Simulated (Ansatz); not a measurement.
C: energy above lowest point against volume scale

All results are calculated (Ansatz 0.2.0). Free energy against uniform scaling of the volume at fixed shape and fractions; periodic cell, basis, potentials, k mesh and filling as listed.

The cell before it is scaled or strained (space group Fmmm, No. 69):
```
C
1.0
      0.0000     2.1270     3.3480
      1.2280     0.0000     3.3480
      1.2280     2.1270     0.0000
C
2
Direct
  0.16667 0.83333 0.16667
  0.83333 0.16667 0.83333
```

Settings of every row: functional LDA; dispersion none; potentials all-electron LAPW; k mesh 14x14x14; k shift 0x0x0; occupations fermi dirac; smearing width 0.1 eV; spin none; SCF threshold exponent -9.

Limits: a layered crystal: even scaling strains the bonds within the layers, so this curve is stiffer than the crystal under pressure; coarse k mesh, up to 40 meV an atom off.

| row | volume scale | V (Å³/atom) | energy above lowest point (meV/atom) |
| --- | --- | --- | --- |
| 1 | 0.94 | 8.22 | 17.6 |
| 2 | 0.97 | 8.482 | 1 |
| 3 | 1 | 8.745 | 0 |
| 4 | 1.03 | 9.007 | ? |
| 5 | 1.06 | 9.27 | 37.4 |

Question: what energy above lowest point should row 4 give?

Worked fit of energy above lowest point. Take u = (V_r/V)^(2/3) − 1 with V_r = 8.6135 Å³ an atom, which is twice the finite (Eulerian) strain; such expansions in the strain, on which the Birch-Murnaghan equation of state is built, carry the rest volume and the bulk modulus. The shown rows have u = 0.03166, 0.01031, -0.01005, -0.04779. Least squares give energy above lowest point = −1.35 + 37.6 × u + 17749 × u² meV/atom; a straight line predicts inner rows, each left out in turn, worse (root mean square 18 against 0.16 meV/atom). The rows lie off it by 0.0, 0.1, -0.1, 0.0. Its lowest point lies at u = -0.0011, or V = 8.627 Å³ an atom, and the curvature there gives the bulk modulus at fixed shape and fractions, B = (4/9)(1 + u)² E″(u)/V = 292 GPa. Letting shape and atoms relax would as a rule lower it, by much in layered, chain or molecular crystals. The withheld row has u = -0.02934, so the fit gives −1.35 + 37.6 × (-0.02934) + 17749 × (-0.02934)² = 12.8 meV/atom.

The calculation gave 12.7 meV/atom. The fit lies 0.1 meV/atom (0.27 % of the column's range) above it, one unit of the last digit.
